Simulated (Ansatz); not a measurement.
# A small benchmark: dipole moment

8 molecules; the dipole moment in D, computed less measured. Shapes, held fixed at every level: PBE0-D4/def2-TZVP. No vibrational averaging. Dipoles are compared by magnitude; molecules under 1 D, whose direction can flip, are left out. Programs: Ansatz 0.2.0. Measured values: NIST CCCBDB.

Levels: A = PBE-D4/def2-TZVPP; B = B3LYP-D4/def2-TZVPP; C = wB97M-V/def2-TZVPP.

```tsv
molecule	measured	A	B	C
H2O (water)	1.85	+0.04	+0.09	+0.09
AsF3 (arsenic trifluoride)	2.59	-0.32	-0.06	-0.06
CH3Br (bromomethane)	1.81	+0.02	+0.08	+0.08
CH3Cl (chloromethane)	1.87	-0.05	+0.01	+0.01
C2H3F (SMILES C=CF)	1.43	-0.23	-0.09	-0.09
C3H4O (SMILES O=C1CC1)	2.67	+0.10	+0.27	+0.27
C3H6O (SMILES CC1CO1)	2.01	-0.25	-0.09	-0.08
C3H7Br (2-bromopropane)	2.21	0.00	+0.06	+0.06
```

(1) Sum up the errors.

Answers

(1) 
```tsv
level	kind	mean error	mean absolute error	worst case
PBE-D4/def2-TZVPP	GGA	-0.086	0.126	AsF3
B3LYP-D4/def2-TZVPP	global hybrid	+0.034	0.094	C3H4O
wB97M-V/def2-TZVPP	range-separated hybrid	+0.035	0.092	C3H4O
```

On this set wB97M-V/def2-TZVPP has the smallest mean absolute error and PBE-D4/def2-TZVPP the largest. No level errs clearly to one side. The smallest two are near a tie. The largest two are near a tie. Relativity is left out for As, Br. The set is small.

Both hybrids give a larger dipole than PBE for every molecule, with the widest shift in AsF3 and only small ones in water and the chloro- and bromoalkanes. The direction is that expected of exact exchange, which counters the semilocal tendency to spread charge too evenly along polar bonds and leaves more density on the electronegative atom. More polarity is not always more accuracy, however: PBE is closer to experiment for half the set, including water and both bromides. Its good value for water is probably a cancellation, since a basis without diffuse functions tends to exaggerate that dipole and so offset the functional's underestimate. Cyclopropanone (C3H4O) is too polar at every level, which suggests a shared source such as the basis or the fixed geometry, and it weighs heavily on the hybrids' averages. B3LYP and wB97M-V are almost indistinguishable row by row, as is reasonable for small molecules whose ground states involve no long-range charge transfer; the agreement would not necessarily carry over to extended donor–acceptor systems.
